Q: I am looking at the empty states of Ir3Rh, and my table stops at 4.45 eV above the Fermi level. What should I expect at 4.85, 5.25 and 5.65 eV, and how much Ir 5d character is left there?

Ir3Rh (I4/mmm, 4 atoms per cell, conventional a = 3.830, c = 7.670 Å) in Ansatz 0.2.0: scalar-relativistic r2SCAN, PAW, no spin polarisation, cutoff 500 eV, k mesh 16×16×16, Gaussian smearing 0.1 eV. Densities of states use tetrahedra on a 24×24×24 mesh and 0.2 eV bins, with energies from the Fermi level; orbital columns are Löwdin projections summed over sites.

```csv
energy (eV),density of states total (states/eV/cell),DOS Ir 5d (states/eV/cell),DOS Rh 4d (states/eV/cell),DOS Ir 6s (states/eV/cell),DOS Rh 5s (states/eV/cell)
-7.95,1.320,0.39,0.12,0.6900,0.0900
-7.55,2.720,1.27,0.38,0.9800,0.0500
-7.15,3.140,1.90,0.59,0.5300,0.1000
-6.75,5.360,3.42,0.96,0.6500,0.2800
-6.35,5.120,3.68,0.85,0.3400,0.1900
-5.95,4.340,3.24,0.77,0.1700,0.1000
-5.55,3.410,2.63,0.59,0.0800,0.0400
-5.15,4.420,3.24,0.94,0.0900,0.0400
-4.75,4.460,3.15,1.05,0.1200,0.0500
-4.35,4.910,3.44,1.09,0.2000,0.0700
-3.95,5.540,3.67,1.36,0.2700,0.0800
-3.55,6.870,4.54,1.78,0.2600,0.0900
-3.15,6.260,3.95,1.85,0.2000,0.1000
-2.75,4.540,2.84,1.27,0.1800,0.0800
-2.35,3.820,2.40,1.08,0.1300,0.0500
-1.95,4.760,2.98,1.45,0.1300,0.0500
-1.55,5.080,3.46,1.29,0.1300,0.0500
-1.15,4.070,2.84,0.98,0.1000,0.0400
-0.75,3.430,2.40,0.82,0.0800,0.0300
-0.35,3.660,2.53,0.94,0.0800,0.0300
0.05,3.820,2.59,1.05,0.0800,0.0400
0.45,4.640,3.22,1.23,0.1000,0.0400
0.85,5.770,4.47,1.08,0.1200,0.0300
1.25,2.930,2.21,0.45,0.1600,0.0400
1.65,1.180,0.71,0.14,0.1800,0.0500
2.05,0.980,0.44,0.13,0.2100,0.0700
2.45,1.020,0.39,0.13,0.2400,0.0900
2.85,0.960,0.32,0.1,0.2400,0.0900
3.25,0.890,0.27,0.07,0.2400,0.0700
3.65,1.030,0.29,0.06,0.3100,0.0700
4.05,0.990,0.23,0.06,0.2900,0.0800
4.45,0.950,0.19,0.05,0.2800,0.0800
4.85,?,?,?,?,?
5.25,?,?,?,?,?
5.65,?,?,?,?,?
```

A: Start with the edge of the d band. Between 0.85 and 2.05 eV the total density of states drops nearly sixfold, because the compact d orbitals overlap only moderately and their levels fill a limited range of energy. The s and p orbitals reach much further and form broad bands that continue above this edge. From 2.05 eV on those broad bands gradually take over, though at 2.05 eV the two d columns still hold more than half of the total.

Q: Yet the total hardly changes from 2.05 to 4.45 eV. Does nothing happen there?

A: A good deal happens, but it cancels. The two d columns together lose 0.33 states/eV/cell, while Ir 6s and Rh 5s together gain 0.08. The part of the total that belongs to none of the listed orbitals gains 0.22. That rest is probably mostly valence p character, though the table does not identify it.

Q: Why is there any Ir 5d character above the d band?

A: Hybridisation is the standard explanation. If the d orbitals didn't couple to the broad bands, the d weight should end with the d band, apart from what the projection picks up because orbitals on neighbouring atoms overlap. With coupling, broad-band states can take in d character, and for equal coupling less of it the further they lie from the d levels. Far above them, the d share should fade away.

For a weak coupling $V$, taken as the same for all states, perturbation theory gives an admixed amplitude $V/(E-E_d)$, where $E$ is the energy of the state and $E_d$ that of the d levels. The d share of the state is the square of this. Multiplied by a level total density of states, it gives

$$D_{5d}(E)=\frac{A}{(E-E_d)^2}.$$

Here $D_{5d}$ is the Ir 5d column and $A$ a constant that contains the coupling and the level total.

Q: Where do $E_d$ and $A$ come from?

A: I take $E_d$ as the centre of the Ir 5d column, −2.88 eV. Only $A$ is fitted, to the seven rows from 2.05 to 4.45 eV, and it comes out at 10.8 states·eV/cell. The formula is crude, since it puts a d band several eV wide at a single energy. It is worst near the band: at 2.05 eV, Ir 5d still makes up almost half of the total, which is no weak admixture.

At 4.85 eV, which was not in the fit, the distance is $4.85+2.88=7.73$ eV. The estimate is then $10.8/7.73^2\approx0.18$ states/eV/cell.

Q: And the total?

A: The simplest forecast is the mean of the same seven rows. Free electrons would agree with a nearly level curve: with a band bottom at roughly −10 eV, their density of states grows by only about 4 % from 4.45 to 5.65 eV. But the known total is only about 70 % of the free-electron value, so the crystal lattice matters here. A band may begin or end in the new range, and I widen the error bar with energy for that reason.

My forecasts, in states/eV/cell, are:

- Total: 0.97 ± 0.10 at 4.85 eV, 0.97 ± 0.15 at 5.25 eV and 0.97 ± 0.20 at 5.65 eV.
- Ir 5d: 0.18, 0.16 and 0.15 in the same order, each ± 0.04.
- The part outside the listed orbitals is larger than Ir 5d in all three rows.

Q: Then let us see the calculation.

The withheld rows as computed:

```csv
energy (eV),density of states total (states/eV/cell),DOS Ir 5d (states/eV/cell),DOS Rh 4d (states/eV/cell),DOS Ir 6s (states/eV/cell),DOS Rh 5s (states/eV/cell)
4.85,0.920,0.15,0.04,0.2700,0.0800
5.25,0.870,0.12,0.03,0.2500,0.0800
5.65,0.740,0.09,0.02,0.2000,0.0700
```

A: The total is within its range at 4.85 and 5.25 eV, but at 5.65 eV it is 0.74 and falls below it. Ir 5d is a hit at 4.85 eV. At 5.25 eV it lies on the lower edge of its range, or just outside if the model value is left unrounded, and at 5.65 eV it is a clear miss. The third forecast holds in every row.

Q: Every error is on the high side. What went wrong?

A: The cancellation stopped. The part outside the listed orbitals had been making up for most of the lost d character, but it is 0.35 at 4.45 eV and still only 0.36 at 5.65 eV. The two s columns, which had grown before, together lose 0.09 between these energies. My guess is that some broad bands reach their upper edges here before others begin. Bands plotted along directions in the crystal would test that.

The falling total also spoils the d forecast, since the formula assumed a level one. At 5.65 eV the total is $0.74/0.97\approx0.76$ of what I assumed, which lowers the estimate from 0.15 to about 0.11. The calculation gives 0.09, so this correction, made in hindsight, covers more than half of the miss there. At 4.85 and 5.25 eV it covers less than half, because the d share of the total also falls faster than the formula says. Nor is the correction independent, since the total contains the d part itself.

Q: What can I safely use?

A: Use the direction: over these rows d character fades with distance from the d band, on Rh as on Ir, apart from a small rise of Ir 5d at 3.65 eV. The table lists only every second energy bin, so narrow features between the rows may be hidden. Don't carry the level total far beyond the rows that show it. If you compare with a measured spectrum of empty states, remember that Kohn-Sham levels are not exact excitation energies and that spin-orbit coupling, left out here, can shift band edges by tenths of an eV. The printed analysis below gives the fits and their errors.

Printed output of the fit:

```
Ir 5d states counted in the known rows (three atoms hold 30): 29.32
centre of the Ir 5d column, eV from the Fermi level: -2.879
total at 0.85 eV divided by total at 2.05 eV: 5.888
change of total from 2.05 to 4.45 eV, states/eV/cell: -0.03
change of Ir 5d plus Rh 4d from 2.05 to 4.45 eV, states/eV/cell: -0.33
change of Ir 6s plus Rh 5s from 2.05 to 4.45 eV, states/eV/cell: 0.08
unprojected rest at 2.05 eV, states/eV/cell: 0.13
unprojected rest at 4.45 eV, states/eV/cell: 0.35
mean total of the known rows above 1.9 eV as a fraction of the free-electron value: 0.6989
free-electron growth from 4.45 to 5.65 eV, percent: 4.069
fit of density_of_states_total on 7 rows (energy > 1.9): constant 0.9743 +/- 0.018; rms 0.0437, worst 3.25 0.0843, leave-one-out rms 0.051
  rows outside the fit (model, value, miss): -7.95 0.9743, 1.32, -0.346; -7.55 0.9743, 2.72, -1.75; -7.15 0.9743, 3.14, -2.17; -6.75 0.9743, 5.36, -4.39; -6.35 0.9743, 5.12, -4.15; -5.95 0.9743, 4.34, -3.37; -5.55 0.9743, 3.41, -2.44; -5.15 0.9743, 4.42, -3.45; -4.75 0.9743, 4.46, -3.49; -4.35 0.9743, 4.91, -3.94; -3.95 0.9743, 5.54, -4.57; -3.55 0.9743, 6.87, -5.9; -3.15 0.9743, 6.26, -5.29; -2.75 0.9743, 4.54, -3.57; -2.35 0.9743, 3.82, -2.85; -1.95 0.9743, 4.76, -3.79; -1.55 0.9743, 5.08, -4.11; -1.15 0.9743, 4.07, -3.1; -0.75 0.9743, 3.43, -2.46; -0.35 0.9743, 3.66, -2.69; 0.05 0.9743, 3.82, -2.85; 0.45 0.9743, 4.64, -3.67; 0.85 0.9743, 5.77, -4.8; 1.25 0.9743, 2.93, -1.96; 1.65 0.9743, 1.18, -0.206; 4.85 0.9743, 0.92, 0.0543; 5.25 0.9743, 0.87, 0.104; 5.65 0.9743, 0.74, 0.234
fit of dos_Ir_5d on 7 rows (energy > 1.9): coefficient of 1/(x - centre)**2 10.83 +/- 0.24; rms 0.0169, worst 3.65 -0.036, leave-one-out rms 0.0189
  rows outside the fit (model, value, miss): -7.95 0.003873, 0.39, -0.386; -7.55 0.003873, 1.27, -1.27; -7.15 0.003873, 1.9, -1.9; -6.75 0.003873, 3.42, -3.42; -6.35 0.003873, 3.68, -3.68; -5.95 0.003873, 3.24, -3.24; -5.55 0.003873, 2.63, -2.63; -5.15 0.003873, 3.24, -3.24; -4.75 0.003873, 3.15, -3.15; -4.35 0.003873, 3.44, -3.44; -3.95 0.003873, 3.67, -3.67; -3.55 0.003873, 4.54, -4.54; -3.15 0.003873, 3.95, -3.95; -2.75 0.003873, 2.84, -2.84; -2.35 0.003873, 2.4, -2.4; -1.95 0.003873, 2.98, -2.98; -1.55 0.003873, 3.46, -3.46; -1.15 0.003873, 2.84, -2.84; -0.75 0.003873, 2.4, -2.4; -0.35 0.003873, 2.53, -2.53; 0.05 0.003873, 2.59, -2.59; 0.45 0.003873, 3.22, -3.22; 0.85 0.003873, 4.47, -4.47; 1.25 0.003873, 2.21, -2.21; 1.65 0.003873, 0.71, -0.706; 4.85 0.1813, 0.15, 0.0313; 5.25 0.1639, 0.12, 0.0439; 5.65 0.1489, 0.09, 0.0589
fit of dos_Ir_5d on 7 rows (energy > 1.9): coefficient of 1/(x - s)**2 11.5 +/- 0.27, s -3.05; rms 0.0167, worst 3.65 -0.0339, leave-one-out rms 0.0214
  rows outside the fit (model, value, miss): -7.95 0.004085, 0.39, -0.386; -7.55 0.004085, 1.27, -1.27; -7.15 0.004085, 1.9, -1.9; -6.75 0.004085, 3.42, -3.42; -6.35 0.004085, 3.68, -3.68; -5.95 0.004085, 3.24, -3.24; -5.55 0.004085, 2.63, -2.63; -5.15 0.004085, 3.24, -3.24; -4.75 0.004085, 3.15, -3.15; -4.35 0.004085, 3.44, -3.44; -3.95 0.004085, 3.67, -3.67; -3.55 0.004085, 4.54, -4.54; -3.15 0.004085, 3.95, -3.95; -2.75 0.004085, 2.84, -2.84; -2.35 0.004085, 2.4, -2.4; -1.95 0.004085, 2.98, -2.98; -1.55 0.004085, 3.46, -3.46; -1.15 0.004085, 2.84, -2.84; -0.75 0.004085, 2.4, -2.4; -0.35 0.004085, 2.53, -2.53; 0.05 0.004085, 2.59, -2.59; 0.45 0.004085, 3.22, -3.22; 0.85 0.004085, 4.47, -4.47; 1.25 0.004085, 2.21, -2.21; 1.65 0.004085, 0.71, -0.706; 4.85 0.1842, 0.15, 0.0342; 5.25 0.1669, 0.12, 0.0469; 5.65 0.1519, 0.09, 0.0619
unprojected rest in the withheld rows, states/eV/cell: 0.38, 0.39, 0.36
```
